Why the Flygare relation fails for heavy nuclei: spin-rotation, shielding and the ¹¹⁹Sn scale from SnH₄

NMR gives differences of shielding. An absolute scale needs one molecule whose σ is known outright, and the classic route (Ramsey 1950, Flygare 1964) takes the paramagnetic part from the nuclear spin-rotation constant C and adds a computed diamagnetic part. For Dirac electrons the two properties probe different operators. This page derives the exact mismatch, evaluates it in closed form for a 1s² shell and applies it to tin. The four-component theory of C is due to Aucar and co-workers (2012), among others; the tin scale was re-examined by Malkin and co-workers (2013).

1. Conventions and premises

Atomic units (SI-based): ħ = m_e = e = 4πε₀ = 1, c = 1/α = 137.036, μ₀/4π = α². Shieldings are in ppm, C in kHz. α_D is the vector of Dirac matrices, τ the Pauli vector, Σ = diag(τ, τ), S = Σ/2, L = r × p, J_e = L + S summed over electrons, n = r/r.

P1. Electrons obey H = c α_D·p + βc² + V with instantaneous Coulomb interactions. No Breit term, no radiative QED.
P2. Nuclei are nonrelativistic point charges in a rigid equilibrium frame; nucleus K carries a point dipole μ = g_K μ_N I.
P3. The ground state is closed-shell. The algebra is written for independent electrons in a local potential, with sums over positive- and negative-energy one-electron states.
P4. K sits at the centre of mass of a tetrahedral XH₄ molecule, which is also the gauge origin. K does not move as the molecule turns, and all tensors are isotropic.

The static response function is
⟨⟨A; B⟩⟩ = Σ_i(occ) Σ_n [⟨i|A|n⟩⟨n|B|i⟩ + ⟨i|B|n⟩⟨n|A|i⟩]/(E_i − E_n),
so perturbations aA + bB give the bilinear energy ab⟨⟨A; B⟩⟩. Terms with n occupied cancel between (i, n) and (n, i), because the numerator is symmetric and the denominator changes sign; they may be kept or dropped.

2. The magnetic couplings

For charge −1, p → p + A adds c α_D·A. With A_B = B × r/2 and A_μ = α² μ × r/r³,
c α_D·A_B = B·M, M = (c/2) r × α_D,
c α_D·A_μ = μ·h, h = (1/c) r × α_D/r³.
The energy of the nuclear moment is −μ·(1 − σ)·B, hence
(1) σ = ⟨⟨h_z; M_z⟩⟩.
The Dirac Hamiltonian is linear in A, so (1) is the whole shielding; diamagnetism hides in the negative-energy terms.

3. The rotational coupling

Let the nuclear frame be turned by an angle φ about an axis u. The potential is carried along by exp(−iφ u·L), but c α_D·p is not invariant under it: [L_z, α_D·p] = −[S_z, α_D·p] ≠ 0. Only U = exp(−iφ u·J_e) maps the electronic Hamiltonian of the turned frame on that of the reference frame. In body-fixed variables the nuclei therefore carry the angular momentum N − J_e, where N is the total angular momentum without nuclear spin, and for a spherical top with moment of inertia I₀
T_rot = (N − J_e)²/2I₀ = N²/2I₀ − ω·J_e + J_e²/2I₀, ω = N/I₀.
The last term holds no N and drops out of the I·N coupling. The electronic energy bilinear in μ and ω is
E_el = −μ·ω ⟨⟨h_z; J_z⟩⟩ = −2 μ·ω σ_J, σ_J ≡ ⟨⟨h_z; J_z/2⟩⟩.
The protons at R_L move with velocity ω × R_L and make the field α² Σ (ω × R_L) × (−R_L)/R³ = α² Σ [ωR² − R_L(ω·R_L)]/R³ at K. For four tetrahedral bonds the sum is (8/3)α²ω/R, so
E_nuc = −2 μ·ω σ_nuc, σ_nuc = 4α²/(3R).
Insert μ = g_K I/(2m_p) and ω = 2B_rot N, with B_rot = 1/2I₀, and define C by E = −C I·N (Flygare's sign; the opposite sign is also in use):
(2) C = 2 g_K B_rot (m_e/m_p)(σ_J + σ_nuc).
C and B_rot are in the same unit. Equation (2) holds for relativistic electrons: C determines σ_J. The question is how σ_J relates to σ.

4. An exact identity for the Zeeman operator

Take W = β α_D·A_B/(2c), the generator of Kutzelnigg's transformation (2003). It is anti-Hermitian and commutes with V. Since β anticommutes with α_D,
[βc², W] = (c/2)(α_D·A_B − β α_D·A_B β) = c α_D·A_B,
[c α_D·p, W] = −(β/2){α_D·p, α_D·A_B}.
From (α_D·a)(α_D·b) = a·b + iΣ·(a × b), the anticommutator is p·A_B + A_B·p + Σ·(∇ × A_B) = B·(L + 2S). Therefore
(3) B·M = β B·(L + 2S)/2 + [H, W].
Put (3) into (1). Because ⟨n|[H, W]|i⟩ = (E_n − E_i)⟨n|W|i⟩, the denominators cancel in the commutator part, which becomes Σ_n [⟨i|W|n⟩⟨n|μ·h|i⟩ − ⟨i|μ·h|n⟩⟨n|W|i⟩]. States degenerate with i are occupied and their terms cancel in the sum over i, so closure applies and gives ⟨i|[W, μ·h]|i⟩. Now
[W, c α_D·A_μ] = (β/2){α_D·A_B, α_D·A_μ} = β A_B·A_μ,
and for μ and B along z, A_B·A_μ = μB α² (1 − n_z²)/(2r). Thus
(4) σ = σ_dia + ⟨⟨h_z; β(L_z + 2S_z)/2⟩⟩, σ_dia = (α²/2) Σ_i ⟨β(1 − n_z²)/r⟩.
For a spherical average σ_dia = (α²/3) Σ_i ⟨β/r⟩, the Lamb formula with β inserted. The step also holds in coupled Dirac-Hartree-Fock theory: W commutes with 1/r₁₂, and the energy is stationary under the orbital rotation exp(W) when electron-positron rotations are included.

Now split off J. With L + 2S = J + S,
β(L + 2S) = J + Λ, Λ = S − (1 − β)(L + 2S).
Λ acts as S on large components and as −(2L + 3S) on small ones. Combining with (2),
(5) σ = (m_p/m_e) C/(2 g_K B_rot) − σ_nuc + σ_dia + Δ, Δ = ⟨⟨h_z; Λ_z/2⟩⟩.
This is exact under P1 to P4. The Flygare relation is (5) with Δ = 0 and β = 1 in σ_dia.

5. Order of the mismatch

Small components are O(1/c). Between positive-energy states h links a large to a small component and is O(α²); it reduces to the orbital, spin-dipolar and contact hyperfine operators. To a negative-energy state h is O(α), a block-diagonal operator such as J or Λ is also O(α), and the denominator is 2c², so these terms are O(α⁴).

At O(α²) only large components count, β → 1, the field couples to (L + 2S)/2 and the rotation to L + S. A nonrelativistic closed shell is a singlet, S|0⟩ = 0, so both reduce to L, Δ = 0, and σ_J is Ramsey's paramagnetic term. This is Larmor's theorem: a rotation ω acts as the field B = −2ω.

At O(α⁴) two kinds of term make Δ nonzero.

(a) Spin-orbit coupling admixes triplets, on which S acts. The chain is singlet, spin-orbit component a, triplet, S_v, triplet, hyperfine spin component b, singlet. S_v leaves the spatial state alone and its triplet matrix elements are ∝ ε_avb. The hyperfine spin operator is Σ_u T_bu μ_u with T symmetric (δ_bu for contact, symmetric traceless for dipolar). The isotropic part sets u = v and contains Σ ε_avb T_bv = 0. This valence term affects only the non-isotropic part of the tensor at this order and vanishes in XH₄. The large spin-orbit shielding driven by L is contained in σ_J and is mapped correctly.

(b) Terms weighted by the small-component density, of relative size p²/c². They are largest where electrons are fastest, at the heavy nucleus, where h is also largest. For a shell of radius 1/Z, σ scales as α²Z and p²/c² as (Zα)², so Δ scales as α⁴Z³. The formal order is α² relative to σ, and the true expansion parameter is (Zα)².

6. The closed-shell atom

For a closed-shell atom J_e|0⟩ = 0, so σ_J = 0 identically, at any Z. The Flygare relation then predicts σ = Lamb term. Any excess of the Dirac shielding over the nonrelativistic Lamb term is the failure of the relation. We compute it for a hydrogenic 1s² shell, V = −Z/r.

6.1 Orbital. Write ψ = (1/r)(P Ω_κ, iQ Ω_−κ) with τ·n Ω_κ = −Ω_−κ. The radial Hamiltonian has rows (V + c², c(−d/dr + κ/r)) and (c(d/dr + κ/r), V − c²). With x = Zα, γ = √(1 − x²), t = x/(1 + γ), the 1s orbital (κ = −1) is (P, Q) ∝ (1, −t) ρ, ρ = r^γ exp(−Zr), E = γc². Useful relations: xt = 1 − γ, 2t/(1 + t²) = x, (1 − t²)/(1 + t²) = γ, t²/(1 + t²) = (1 − γ)/2. Averages over ρ²: ⟨r⟩ = (2γ + 1)/2Z, ⟨1/r⟩ = Z/γ, ⟨1/r²⟩ = 2Z²/[γ(2γ − 1)].

6.2 Diamagnetic term. Both component densities are spherical, and ⟨β/r⟩ = γ·Z/γ = Z. So σ_dia = α²Z/3 per electron, exactly the nonrelativistic value, and the whole excess is Δ.

6.3 Angular algebra. Take m_j = +1/2, Ω_−1 = χ = (1, 0)/√(4π). The Pauli product rule gives (n × τ)_z τ·n = i(n_z τ·n − τ_z) = i(D − 2τ_z)/3 with D = 3n_z τ·n − τ_z. Dχ has l = 2 and j = 3/2, and D² = 3n_z² + 1 averages to 2, so Ω_2 = Dχ/√2. Acting on the upper and lower parts in turn, (n × α_D)_z maps (P, Q) of 1s onto a_κ (Q, P) in channel κ, with a_−1 = −2/3 (s₁/₂) and a_2 = √2/3 (d₃/₂). The prefactors of (1) multiply to 2·(1/c)·(c/2) = 1, so per electron σ = Σ_κ a_κ² I_κ, where I_κ is the radial resolvent (E − H_κ)⁻¹, without the 1s state, taken between (Q, P)/r² and r(Q, P). W = βM_z B/2c² splits over the same channels, so channel κ holds a_κ² ⟨β/r⟩/2c² = a_κ² α²Z/2 of σ_dia; the a_κ² add to 2/3. The m_j = −1/2 electron gives the same value, both operators being odd under time reversal.

6.4 The s channel. Within κ = −1, m_j = 1/2, the operator β(L_z + 2S_z)/2 = β(J_z + S_z)/2 is diagonal. On the s₁/₂ upper part it is 1/2. On the p₁/₂ lower part ⟨S_z⟩ is the average of (2n_z² − 1)/2, which is −1/6, so it is −(1/2 − 1/6)/2 = −1/6. Hence the operator equals 1/6 + β/3. The constant gives no response. The perturbation Bβ/3 is a change of rest energy δ(mc²) = B/3, so
Δ_s = (1/3c²) ∂⟨h_z⟩/∂m at m = 1,
which holds for any local central potential. For mass m the Coulomb orbital has exp(−mZr) with γ and t unchanged, so
⟨h_z⟩ = (1/c)(−2/3)(−x) m²⟨1/r²⟩ = (4/3) α²Z³ m²/[γ(2γ − 1)],
Δ_s = (8/9) α⁴Z³/[γ(2γ − 1)].
Physically, the field makes spin-up and spin-down s electrons behave as slightly heavier and lighter. Their orbitals contract and expand, and the contact interaction reads the resulting spin density at the nucleus. A rotation shifts each spin level rigidly by −ω m_j and distorts nothing.

6.5 The d channel. Solve (E − H_2)u = (Q, P)/r² = (−t, 1)ρ/r². On a term (f, g) r^s exp(−Zr), E − H_κ gives c²x(f + g/t)(−t, 1) at power r^s and c(xf + (s − κ)g, −(s + κ)f + xg) at power r^(s−1). Try u = (f, g)ρ/r + k(1, −t)ρ with κ = 2.
Power γ − 2: c(xf + (γ − 3)g, −(γ + 1)f + xg) = (−t, 1), solved by g = 0, f = −1/[c(1 + γ)].
Power γ − 1: the first term gives c²xf(−t, 1); the second gives ck(x − t(γ − 2), −(γ + 2) − xt) = −3ck(−t, 1). They cancel for k = cxf/3 = −t/3.
Power γ: (1, −t) has f + g/t = 0, so the series ends.
No homogeneous solution can be added, since E is not an eigenvalue for κ = 2. Projecting on r(−t, 1)ρ and dividing by the norm factor 1 + t²,
I_2 = [t/(c(1 + γ)) + (2t²/3)⟨r⟩]/(1 + t²) = α²Z [1/2 + (2γ + 1)/6]/(1 + γ) = α²Z (γ + 2)/[3(1 + γ)].
Subtracting the diamagnetic share,
Δ_d = (2/9) α²Z (1 − γ)/[6(1 + γ)] = α⁴Z³/[27(1 + γ)²].

6.6 Result. For the pair,
(6) Δ(1s²) = α⁴Z³ {16/[9γ(2γ − 1)] + 2/[27(1 + γ)²]} → (97/54) α⁴Z³ for small Zα.
Per electron σ = (α²Z/3)[1 + (97/36)(Zα)² + …], and 96 parts in 97 of the leading correction come from the s channel. Δ is positive: the Flygare route gives too little shielding.

Hydrogenic 1s² shell, point nucleus, values in ppm:

nucleus | Z | γ | Lamb term 2α²Z/3 | (97/54)α⁴Z³ | equation (6)
Si | 14 | 0.9948 | 497 | 14.0 | 14.2
Ge | 32 | 0.9724 | 1136 | 167 | 182
Sn | 50 | 0.9311 | 1775 | 637 | 792
Pb | 82 | 0.8012 | 2911 | 2.81×10³ | 5.79×10³

The first two rows apply to scales anchored on silane and germane, the process gases of Si and Ge epitaxy, which share the geometry of P4. The α⁴Z³ term alone is adequate for Si and fails by a factor of two for Pb.

7. The next shell

For a general κ the diagonal elements follow in the same way. The projection theorem with (n × τ)·(L + τ/2) = iτ·n(τ·L + 1) and (τ·L + 1)Ω_κ = −κΩ_κ gives a = κm_j/[j(j + 1)]. With Q ≈ (P′ + κP/r)/2c and l > 0 this yields ⟨h_z⟩ = α² m_j l(l + 1)⟨r⁻³⟩/[j(j + 1)], and for hydrogenic shells ⟨h_z⟩ = α²Z³m² m_j/[n³ j(j + 1)(l + 1/2)], a form that also covers s. The Landé factors κ/(κ + 1/2) of the upper and κ/(κ − 1/2) of the lower part give the coefficient of β as m_j κ²/[2(κ² − 1/4)]. Taking the mass derivative and summing over m_j gives, in units of α⁴Z³/n³, 16/9 for ns², 16/27 for np₁/₂² and 128/135 for np₃/₂⁴. For σ_dia, {H, β}/2 = c² + βV and ⟨β⟩ = E/c² (Hellmann-Feynman, as E ∝ m) give Z⟨β/r⟩ = c² − E²/c². For 2s and 2p₁/₂ the Sommerfeld formula has E²/c⁴ = (1 + γ)/2, so ⟨β/r⟩ = (Z/4)(1 + x²/4 + …), and these four electrons add α⁴Z³/12 to the Lamb term; 2p₃/₂ adds nothing. With an illustrative screened charge of 46 for n = 2 in tin, α⁴Z³ = 276 ppm, and the three pieces are 61 ppm (2s), 53 ppm (2p, diagonal in κ) and 23 ppm (diamagnetic). These are size estimates at leading order: the couplings p₁/₂–p₃/₂, s–d and p–f are left out, and so are the higher-order factors, which amount to 1.246 for the 1s s-channel. A penetrating valence s electron has a density at the nucleus linear in Z, so its share is of order α⁴Z = 0.14 ppm times a modest factor. Δ is therefore nearly the same in every tin compound: it moves the absolute scale and leaves chemical shifts almost untouched.

8. Range of validity

Equation (5) is exact within P1 to P4. For a nucleus away from the centre of mass, (3) and (4) stand, while (2) gains terms from the shift of origin and the motion of K, which are not derived here. Lower symmetry brings in the non-isotropic term 5(a). A C that refers to a vibrational level must first be corrected to the equilibrium geometry.

Equation (6) needs γ > 1/2, or Z ≤ 118, for ⟨1/r²⟩ to exist, and it overshoots well before that because real nuclei are extended. Sizes of the neglected effects on the 1s² term of tin:
- Nuclear size: with a radius of about 6 fm, a fraction 0.02 of the point-nucleus integral ⟨1/r²⟩ lies inside the nucleus, which points to a reduction of a few per cent.
- Screening within 1s²: Z → 49.7 lowers (6) by 2 %. Exchange response and the Breit interaction enter by counting at relative order 1/Z, also 2 %.
- Radiative corrections: relative order α, 0.7 %, by counting.
- The field of the moving protons acting on the electrons: roughly σ_nuc times σ, about 0.1 ppm.
Transferring Δ from an atom needs a closed-shell reference such as Sn²⁺ or Sn⁴⁺. The neutral atom has J = 0 in its ³P₀ ground level, but S couples that level to the nearby ³P₁, so it is no valid reference. The vanishing of 5(a) is shown at O(α⁴) only; for 6p elements higher-order spin-orbit terms with small valence gaps call for a four-component evaluation of Δ in the molecule itself.

9. Numbers for ¹¹⁹Sn in SnH₄

Inputs, all approximate and chosen to be of typical magnitude for this molecule: R(Sn–H) = 1.70 Å, g(¹¹⁹Sn) = −2.09, C = +360 kHz in the sign convention of (2), and a nonrelativistic free-atom Lamb term of 5090 ppm. The molecular diamagnetic term is approximated as the atomic one plus σ_nuc, since a neutral neighbour contributes about one electron per proton at distance R; the valence electrons that separate the atom from its closed-shell ions do not matter for the core term Δ.

I₀ = (8/3) m_p R² = 7.76 u Å², B_rot = 2.17 cm⁻¹ = 65.1 GHz.
2 g B_rot m_e/m_p = −148.2 Hz per ppm.
C/(−148.2 Hz/ppm) = −2.43×10³ ppm = σ_J + σ_nuc.
σ_nuc = 22 ppm, so σ_J = −2.45×10³ ppm, and the nonrelativistic σ_dia = 5.11×10³ ppm.
Flygare value: σ = 2.66×10³ ppm.

For Z = 50, Zα = 0.3649 and α⁴Z³ = 354.5 ppm. Equation (6) gives 785 ppm from the s channel and 7 ppm from the d channel, 792 ppm in all, which is 45 % of the 1s² Lamb term and 30 % of the Flygare value. Expressed through (2), a reader who inverted the Flygare relation to predict C from the true shielding would be off by −117 kHz, a third of the input C. With the 1s² term alone the model's shielding is 3.45×10³ ppm. Adding the n = 2 estimates raises the correction to about 0.9×10³ ppm and the model's shielding to about 3.6×10³ ppm; shells with n ≥ 3 fall off as Z_eff³/n³ and work against the few-per-cent reductions listed in section 8. Every ¹¹⁹Sn absolute shielding tied to this anchor by chemical shifts moves up by the same amount, and a nuclear moment extracted from an NMR frequency as μ_apparent/(1 − σ) grows in magnitude by 0.09 % in this model.